Question: Why does the top valence band of cubic BN keep sinking between X and W?

I am trying to understand the valence bands of zinc-blende boron nitride with a simple picture: p orbitals on B and N that talk only to their nearest neighbours. Energies are counted from the middle of the gap. Level b1 is the highest occupied level at each point of the path and b2 the next one below.

Valence levels of zinc-blende BN at selected points along Γ–X–U|K–Γ–L–W–X, calculated with Ansatz 0.2.0 using r2SCAN, PAW and scalar-relativistic plane waves, without spin polarization. The cutoff is 500 eV, the k mesh 12×12×12 and the Gaussian smearing 0.02 eV. Band distance is cumulative along the path, and the Fermi level lies at mid-gap.

```
row  band distance (1/Å)  level b2 from the Fermi level (eV)  level b1 from the Fermi level (eV)
  1                0.000                              -2.493                              -2.493
  2                0.495                              -3.903                              -3.903
  3                0.991                              -6.077                              -6.077
  4                1.486                              -7.375                              -7.375
  5                1.821                              -7.647                              -7.526
  6                1.996                              -8.366                              -7.381
  7                2.171                              -9.409                              -7.098
  8                2.346                             -10.317                              -6.689
  9                2.740                              -9.343                              -5.430
 10                3.265                              -6.524                              -3.643
 11                3.791                              -3.519                              -2.662
 12                4.292                              -2.529                              -2.529
 13                4.721                              -3.201                              -3.201
 14                5.150                              -4.041                              -4.041
 15                5.579                              -4.472                              -4.472
 16                5.949                              -5.241                              -4.782
 17                6.299                              -7.498                              -6.030
 18                6.649                              -9.454                              -7.918
 19                6.974                              -9.572                              -9.090
 20                7.221                              -8.802                              -8.711
 21                7.469                              -8.042                              -7.999
 22                7.716                              -7.567                              -7.564
```

From Γ (row 1) towards X (between rows 4 and 5) b1 goes down by about 5 eV. It climbs back on the way through K to Γ (rows 5 to 11) and dips more gently towards L (rows 12 to 15). All that looks like one smooth pattern. On the last stretch, from W back to X (rows 19 to 22), b1 starts well below its value at X and only rejoins it at the end. Is this still the same pattern, or do these rows break it?

Answer:

They break it. A model with nearest-neighbour p orbitals follows b1 to about 0.1 eV on the lines that join Γ, X, K and L, but close to W it is wrong by about 1.5 eV. The reason is that this model makes the band exactly flat between X and W, so the bending there has to come from couplings that the model leaves out.

The energy of b1 is set by how strongly a p orbital on N can bond with p orbitals on its four B neighbours. At Γ all cells are in phase. Hops between parallel orbitals are then weak in sum, because their head-on and sideways parts oppose each other, while hops between perpendicular orbitals come with two plus and two minus signs and cancel. At X the wave reverses the sign on half of the bonds, so the perpendicular hops add up. The bonding becomes strong and the level sinks.

For two p levels with mean energy e₀ and half-distance D, coupled by a strength V that depends on the wave vector, the bonding level is

E = e₀ − √(D² + V²)

Let A be the coupling at Γ and B the coupling at X. On the straight line from Γ through K to X, one p orbital lies in the plane of the cubic axes x and y, at right angles to the wave vector. Symmetry keeps it free of s orbitals, and its four bond phases sum to

V = A + (B − A) s, with s = sin²(k a / 4√2)

Here k is the distance from Γ and a is the cubic edge, √2 times the distance between neighbouring N atoms. Squaring V gives

(E − e₀)² = C + 2P s + Q s²

with C = D² + A², P = A(B − A) and Q = (B − A)². The lines Γ–X and Γ–L have their own sums of phases but the same constants. There the model describes the two p orbitals at right angles to the wave vector, which are again free of s. The third, which points along the wave vector, does mix with s and is left out.

I fitted the four constants to b1 on Γ–X and Γ–L only, where b1 and b2 coincide. The line X–K–Γ is therefore a prediction, apart from its two ends, which it shares with the fitted lines. The constants trade against each other, so they shouldn't be read as measured hop strengths. They also put the antibonding partner at Γ far below the lowest empty level that the calculation has there, so the fit describes the valence level only. The printed output after this text gives the fit, made on the squared energies, and its misses. The misses it lists for rows 16 to 18 have no meaning: those rows lie between L and W, where I didn't work out the model, and the flat X–W value merely stands in for it.

Row 9, which was not part of the fit, shows how it works. It lies 1.446 Å⁻¹ from Γ, so s = 0.639. The fit gives e₀ = 0.8627/2 = 0.431 eV and C = 8.397 + 0.431² = 8.583 eV². Then

(E − e₀)² = 8.583 + 2 × 4.023 × 0.639 + 47.06 × 0.639² = 32.9 eV²

E = 0.43 − 5.74 = −5.31 eV

The table has −5.43 eV. This miss of 0.12 eV is close to the largest on the whole line, along which b1 climbs by nearly 5 eV. The agreement is also selective: b2 in the same row lies 4 eV below the model, because it belongs to a state of another symmetry.

Now take the line from X to W. As the wave vector moves along it, a p orbital on N loses its coupling to one p orbital of the B neighbours and gains coupling to another, at right angles to the first. The two strengths vary as B cos(qa/4) and B sin(qa/4), where q is the distance from X. What counts for the energy is the sum of their squares:

V² = B² cos²(qa/4) + B² sin²(qa/4) = B²

The bond is handed from one orbital to the other without becoming stronger or weaker. In this picture the level must stay at its X value of −7.55 eV all the way to W. Nearest-neighbour s orbitals don't change that, since their hops to this pair of states cancel.

The calculated band does not stay there. Next to X, in row 22, b1 is still within 0.02 eV of the flat level. It then falls below it by 0.45 eV in row 21, 1.16 eV in row 20 and 1.54 eV in row 19, close to W. That is more than ten times the largest miss on the predicted line.

One natural candidate for the missing coupling is the hop between atoms of the same kind, which are second neighbours at 2.56 Å. It acts on the side of the bond where the orbital changes. In the state described above, that is the B side. The pair has a second state, built the other way round: one p orbital on B bonds with a changing mix of two p orbitals on N. Take this second state first. At X, the head-on hops between p orbitals on neighbouring N atoms cancel, because the wave gives them opposite signs. Towards W this cancellation is lost, and what remains is bonding. Summing over the twelve N neighbours gives a lowering proportional to sin²(qa/2), zero at X and largest at W. The B atoms do the same for the state described above, so b1 and b2 can both sink. Such hops would also act on the other lines, where the fitted constants can hide part of their effect. The table doesn't show which of the two would owe its fall to the N atoms and which to the B atoms.

With one adjustable amplitude, 1.58 eV, this term brings b1 to within 0.03 eV in all four rows. That supports the size of the effect more than its origin. The symmetry of the line favours the same shape for any smooth bending, and d orbitals on the nearest neighbours could bend the band too. The table can't tell the two apart. Nor does the term for b1 explain why b2 drops a further 0.48 eV below it in row 19, when the two are only 0.09 eV apart in row 20. The two levels differ in symmetry on this line and may cross, so b1, which is simply the upper one, need not be the same state in all four rows.

The practical lesson concerns where to test a simple band model. One tuned at Γ, X and L can look excellent, even on a line it has never seen, and still fail badly at W. The flatness between X and W follows from the tetrahedral arrangement of the bonds, so it appears in any zinc-blende crystal treated with nearest-neighbour s and p orbitals. Any bending found there is a direct view of what such a model leaves out.

Printed output of the fit:

```
fit of band_b1**2 on 8 rows (onGX | onGL): constant 8.397 +/- 0.81, coefficient of band_b1 0.8627 +/- 0.3, coefficient of shp 4.023 +/- 0.45, coefficient of shq 47.06 +/- 1; rms 0.103, worst 2 0.156, leave-one-out rms 0.216
  rows outside the fit (model, value, miss): 5 56.69, 56.64, 0.0513; 6 54.32, 54.48, -0.163; 7 49.85, 50.38, -0.536; 8 43.81, 44.74, -0.933; 9 28.06, 29.48, -1.42; 10 12.25, 13.27, -1.02; 11 6.788, 7.086, -0.298; 16 59.38, 22.87, 36.5; 17 58.3, 36.36, 21.9; 18 56.67, 62.69, -6.02; 19 55.66, 82.63, -27; 20 55.99, 75.88, -19.9; 21 56.6, 63.98, -7.38; 22 56.98, 57.21, -0.237
rms miss of the model on the fitted lines Gamma-X and Gamma-L (eV): 0.01219
rms miss on the predicted line X-K-Gamma (eV): 0.07499
largest miss on the predicted line X-K-Gamma (eV): 0.1276
climb of b1 from row 5 to row 11 (eV): 4.864
predicted b1 in row 8 (eV): -6.623
predicted b1 in row 9 (eV): -5.307
predicted b1 in row 10 (eV): -3.515
b2 less the model in row 9 (eV): -4.036
flat level of the model on W-X (eV): -7.549
break, b1 less the flat level, row 22 (eV): -0.01481
break, b1 less the flat level, row 21 (eV): -0.4498
break, b1 less the flat level, row 20 (eV): -1.162
break, b1 less the flat level, row 19 (eV): -1.541
fitted amplitude of the sin squared term on W-X (eV): -1.578
largest miss on W-X once that term is added (eV): 0.02571
split b1 less b2 in row 20 (eV): 0.091
split b1 less b2 in row 19 (eV): 0.482
```
